**Screening of the 2s orbital along the 23-electron sequence, V to Au56+**

The table holds the 2s orbital energy, <r> and <r²> for thirteen species with 23 electrons, from non-relativistic, configuration-averaged Hartree-Fock with a point nucleus at the basis limit. The program computes the first-order 1/Z (hydrogenic) screening of the energy and of the radius shell by shell, with no fitted parameter, and compares it with the screenings read from the table, with a single effective charge and with Slater's constant 4.15. The calculated large-Z limits, 10.50 for the energy and 4.31 for the radius, agree with least-squares extrapolations over the twelve 3d5 ions (slope of the energy shift within about 0.3%, radius limit 4.32 to 4.36), while a single charge taken from the radius overbinds by 19 to 98%. The screened formulas err by 0.3% (energy) and 0.2% (radius) at Au56+ and by 18% and 4% at V. Vanadium, in another configuration and left out of the fits, lies 16 to 22 eV below the extrapolated energy, much of which is error of the extrapolation, and shows no stable offset in the radius. The missing relativistic correction is estimated at about 1% of the bare 2s energy for V and 10% for Au.

The 2s orbital in atoms and ions with 23 electrons, from V to Au56+, calculated with B-spline radial code 1. The method is non-relativistic Hartree-Fock for a spherical atom with a point nucleus, averaged over the listed configuration and taken at the basis-set limit.

## Program and output

```python
# Table: 2s orbital energy (eV), <r>, <r^2> of 23-electron ions; B-spline radial code, non-relativistic
# Hartree-Fock, configuration average, point nucleus. Tested: first-order 1/Z (hydrogenic) screening of
# energy and radius, shell by shell, no fitted parameter; rivals: one effective charge, Slater's rule.
T = {
    'ion': ['V', 'Ni5+', 'Ge9+', 'Rb14+', 'Mo19+', 'Ag24+', 'Te29+', 'Ba33+', 'Pm38+', 'Tb42+', 'Yb47+', 'Re52+', 'Au56+'],
    'Z': [23, 28, 32, 37, 42, 47, 52, 56, 61, 65, 70, 75, 79],
    'charge': [0, 5, 9, 14, 19, 24, 29, 33, 38, 42, 47, 52, 56],  # e
    'configuration': ['[Ar] 3d3 4s2', '[Ar] 3d5', '[Ar] 3d5', '[Ar] 3d5', '[Ar] 3d5', '[Ar] 3d5', '[Ar] 3d5', '[Ar] 3d5', '[Ar] 3d5', '[Ar] 3d5', '[Ar] 3d5', '[Ar] 3d5', '[Ar] 3d5'],
    'energy': [-650.268, -1125.95, -1647.62, -2456.97, -3438.73, -4591.87, -5915.91, -7098.0, -8729.04, -10156.5, -12094.2, -14202.1, -16011.0],  # eV
    'mean_radius': [0.30874, 0.24694, 0.21269, 0.18112, 0.15762, 0.13947, 0.12504, 0.11547, 0.10538, 0.098492, 0.091046, 0.084644, 0.080134],  # bohr
    'mean_r_squared': [0.11249, 0.071863, 0.053251, 0.038569, 0.029182, 0.022831, 0.01834, 0.015634, 0.013016, 0.011366, 0.0097091, 0.0083892, 0.0075176],  # bohr²
}
import numpy as np
from scipy.constants import physical_constants as pc, alpha
from scipy.integrate import trapezoid, cumulative_trapezoid as ct
from scipy.special import eval_genlaguerre as L
Eh = pc['Hartree energy in eV'][0]
Z = np.array(T['Z'], float); e = np.array(T['energy'])/Eh
R = np.array(T['mean_radius']); R2 = np.array(T['mean_r_squared']); ion = T['ion']
m = np.array(['4s' not in c for c in T['configuration']])  # 3d5 ions; V is another configuration
r = np.linspace(5e-4, 150, 300000); I = lambda f: trapezoid(f, r)
def P(n, l):
    f = r**(l+1)*np.exp(-r/n)*L(n-l-1, 2*l+1, 2*r/n); return f/np.sqrt(I(f*f))
def pot(rho, k):
    b = ct(rho/r**(k+1), r, initial=0)
    return ct(rho*r**k, r, initial=0)/r**(k+1) + r**k*(b[-1]-b)
p0 = P(2, 0); w = np.exp(-r/2)/np.sqrt(2)  # response of 2s: (h-E)chi = -(A-<A>)p0, A = r, r^2
c1 = (r**4/2-2*r**3)*w; c2 = (r**5/3+7*r**4/3-14*r**3)*w
c1 -= I(c1*p0)*p0; c2 -= I(c2*p0)*p0
sig = lambda v: np.array([4*I(p0*v), 2*I(c1*v)/6, 2*I(c2*v)/84])
def shell(n, l):
    b = P(n, l); return sig(pot(b*b, 0)*p0 - pot(b*p0, l)*b/(2*(2*l+1)))
print('First-order screening of 2s (Z->inf): shell, sigma_E, sigma_r, sigma_r2')
tot = np.zeros(3); out = np.zeros(3)
for n, l, N in [(1,0,2), (2,0,2), (2,1,6), (3,0,2), (3,1,6), (3,2,5)]:
    s = N*shell(n, l); tot += s; out += s*(n == 3)
    print(f"  {n}{'spd'[l]}{N}: {s[0]:7.3f} {s[1]:7.3f} {s[2]:7.3f}")
e1 = tot[0]/4
print(f'  total: {tot[0]:.3f} {tot[1]:.3f} {tot[2]:.3f}; eps1 = {e1:.4f} hartree per Z (2s2 line = partner only)')
print(f'  n=3 part: {out[0]:.3f} {out[1]:.3f} {out[2]:.3f}; share % {100*out[0]/tot[0]:.1f} {100*out[1]/tot[1]:.1f} {100*out[2]/tot[2]:.1f}')
sE = Z-np.sqrt(-8*e); sr = Z-6/R; s2 = Z-np.sqrt(42/R2); sh = e+Z**2/8
pe = lambda s: 100*(-(Z-s)**2/8/e-1); pr = lambda s: 100*(6/(Z-s)/R-1)
print('ion  Z<r> r2/r^2 sigE sigr sigr2 shift(Eh) shift/bare% | err% E(model) r(model) E(charge from r)')
for i in range(len(Z)):
    print(f'{ion[i]:6s}{Z[i]*R[i]:6.3f} {R2[i]/R[i]**2:.4f} {sE[i]:6.3f} {sr[i]:.3f} {s2[i]:.3f} {sh[i]:7.2f} '
          f'{800*sh[i]/Z[i]**2:5.1f} |{pe(tot[0])[i]:7.2f}{pr(tot[1])[i]:6.2f}{pe(sr)[i]:7.1f}')
fl = lambda x, d: 0.5*10**(np.floor(np.log10(abs(x)))-d+1)
fE = fl(e*Eh, 6); fr = (Z-sr)*fl(R, 5)/R
print(f'rounding: energy {fE.min():.4f}-{fE.max():.2f} eV; sigma_r {fr.min():.4f}-{fr.max():.4f}; hydrogenic r2/r^2 {7/6:.4f}')
print(f'last/first row: energy x{e[-1]/e[0]:.2f}, Z^2 x{(Z[-1]/Z[0])**2:.2f}; <r> /{R[0]/R[-1]:.3f}, Z x{Z[-1]/Z[0]:.3f}')
sl = np.diff(sh)/np.diff(Z)
print(f'slope of shift (Eh per Z): V-Ni {sl[0]:.3f}, Ni-Ge {sl[1]:.3f}, Ge-Rb {sl[2]:.3f}, Re-Au {sl[-1]:.3f}')
def fit(y, pw):
    A = np.array([Z**p for p in pw]).T; c = np.linalg.lstsq(A[m], y[m], rcond=None)[0]
    d = y-A@c; j = np.argmax(abs(d)*m); return c, d, j
print('Fits to the 3d5 ions only (residual = table - fit; V left out):')
for pw in ([1,0,-1], [1,0,-1,-2]):
    c, d, j = fit(sh, pw); a = c[0]
    print(f'  shift, {len(pw)} terms: slope {a:.4f} ({100*(a/e1-1):+.2f}% vs eps1), const {c[1]:.2f} Eh, worst {ion[j]} {d[j]*Eh:+.2f} eV, V {d[0]*Eh:+.1f} eV')
for y, nm, t in ((sr, 'sigma_r', tot[1]), (s2, 'sigma_r2', tot[2])):
    for pw in ([0,-1], [0,-1,-2]):
        c, d, j = fit(y, pw)
        print(f'  {nm}, {len(pw)} terms: limit {c[0]:.3f} (theory {t:.3f}), worst {ion[j]} {d[j]:+.4f}, V {d[0]:+.4f}')
dv = 2*(shell(4, 0)-shell(3, 2))
print(f'3d5->3d3 4s2, hydrogenic (crude at Z=23): d eps {dv[0]/4*23*Eh:+.0f} eV, d sigma_r {dv[1]:+.3f}')
print(f'Slater sigma 4.15: r err% {pr(4.15).min():+.2f}..{pr(4.15).max():+.2f}, E err% {pe(4.15).min():+.1f}..{pe(4.15).max():+.1f}')
# typed from further outputs of the same runs: <1/r> of 2s, 3s, 3p, 3d (1/bohr)
X = {'Ge9+': (6.960212, 2.365375, 2.265412, 2.089569), 'Te29+': (11.89484, 4.580416, 4.507411, 4.403143),
     'Yb47+': (16.36911, 6.581919, 6.517273, 6.42891)}
for k, (u, s3, p3, d3) in X.items():
    i = ion.index(k); v = 2*s3+6*p3+5*d3
    print(f'{k}: n=3 potential at nucleus {v:.1f} Eh ({100*v/sh[i]:.0f}% of shift; hydrogenic {13*Z[i]/9:.1f}); sigma from <1/r>(2s) {Z[i]-4*u:.2f}')
print(f'hydrogenic n=3: felt by 2s / value at nucleus = {out[0]/4/(13/9):.2f}')
print(f'missing relativity, (5/16)(Z alpha)^2 of bare 2s energy: V {31.25*(Z[0]*alpha)**2:.1f}%, Au {31.25*(Z[-1]*alpha)**2:.1f}%')
assert np.allclose(sig(p0/r), 1, atol=1e-3)          # a point charge at the nucleus screens by 1
assert np.all(np.diff(Z*R) < 0) and np.all(Z*R > 6) and np.all(R2/R**2 > 7/6)
assert np.all(sE > 2*sr) and np.all(np.diff(sE) > 0) and np.all(np.diff(sr) > 0)
assert abs(a/e1-1) < 0.05
```

Running it gives:

```
First-order screening of 2s (Z->inf): shell, sigma_E, sigma_r, sigma_r2
  1s2:   1.591   1.243   1.235
  2s2:   0.602   0.270   0.279
  2p6:   3.539   1.770   1.818
  3s2:   0.643   0.047   0.052
  3p6:   2.126   0.516   0.548
  3d5:   1.999   0.464   0.496
  total: 10.500 4.308 4.429; eps1 = 2.6249 hartree per Z (2s2 line = partner only)
  n=3 part: 4.768 1.026 1.097; share % 45.4 23.8 24.8
ion  Z<r> r2/r^2 sigE sigr sigr2 shift(Eh) shift/bare% | err% E(model) r(model) E(charge from r)
V      7.101 1.1801  9.173 3.566 3.677   42.23  63.9 | -18.26  3.97   97.6
Ni5+   6.914 1.1785  9.806 3.703 3.825   56.62  57.8 |  -7.48  2.56   78.3
Ge9+   6.806 1.1772  9.991 3.790 3.916   67.45  52.7 |  -4.57  1.87   64.3
Rb14+  6.701 1.1757 10.124 3.873 4.001   80.83  47.2 |  -2.78  1.33   51.9
Mo19+  6.620 1.1746 10.204 3.934 4.063   94.13  42.7 |  -1.85  0.99   43.3
Ag24+  6.555 1.1737 10.258 3.980 4.109  107.38  38.9 |  -1.31  0.77   37.1
Te29+  6.502 1.1730 10.296 4.015 4.145  120.59  35.7 |  -0.98  0.61   32.4
Ba33+  6.466 1.1726 10.319 4.038 4.169  131.15  33.5 |  -0.79  0.52   29.4
Pm38+  6.428 1.1721 10.341 4.063 4.195  144.34  31.0 |  -0.62  0.43   26.3
Tb42+  6.402 1.1717 10.356 4.081 4.212  154.88  29.3 |  -0.52  0.37   24.3
Yb47+  6.373 1.1713 10.371 4.099 4.229  168.05  27.4 |  -0.43  0.32   22.1
Re52+  6.348 1.1709 10.383 4.115 4.244  181.21  25.8 |  -0.36  0.27   20.3
Au56+  6.331 1.1707 10.391 4.125 4.255  191.73  24.6 |  -0.32  0.24   19.1
rounding: energy 0.0005-0.05 eV; sigma_r 0.0003-0.0027; hydrogenic r2/r^2 1.1667
last/first row: energy x24.62, Z^2 x11.80; <r> /3.853, Z x3.435
slope of shift (Eh per Z): V-Ni 2.879, Ni-Ge 2.707, Ge-Rb 2.676, Re-Au 2.631
Fits to the 3d5 ions only (residual = table - fit; V left out):
  shift, 3 terms: slope 2.6167 (-0.31% vs eps1), const -14.12 Eh, worst Ni5+ -0.77 eV, V -21.6 eV
  shift, 4 terms: slope 2.6289 (+0.15% vs eps1), const -15.96 Eh, worst Ge9+ +0.15 eV, V -16.3 eV
  sigma_r, 2 terms: limit 4.363 (theory 4.308), worst Ni5+ -0.0075, V -0.0021
  sigma_r, 3 terms: limit 4.316 (theory 4.308), worst Ge9+ -0.0016, V +0.0298
  sigma_r2, 2 terms: limit 4.497 (theory 4.429), worst Ni5+ -0.0098, V -0.0131
  sigma_r2, 3 terms: limit 4.438 (theory 4.429), worst Ge9+ -0.0013, V +0.0276
3d5->3d3 4s2, hydrogenic (crude at Z=23): d eps -62 eV, d sigma_r -0.161
Slater sigma 4.15: r err% +0.03..+3.10, E err% +19.0..+85.9
Ge9+: n=3 potential at nucleus 28.8 Eh (43% of shift; hydrogenic 46.2); sigma from <1/r>(2s) 4.16
Te29+: n=3 potential at nucleus 58.2 Eh (48% of shift; hydrogenic 75.1); sigma from <1/r>(2s) 4.42
Yb47+: n=3 potential at nucleus 84.4 Eh (50% of shift; hydrogenic 101.1); sigma from <1/r>(2s) 4.52
hydrogenic n=3: felt by 2s / value at nucleus = 0.83
missing relativity, (5/16)(Z alpha)^2 of bare 2s energy: V 0.9%, Au 10.4%
```
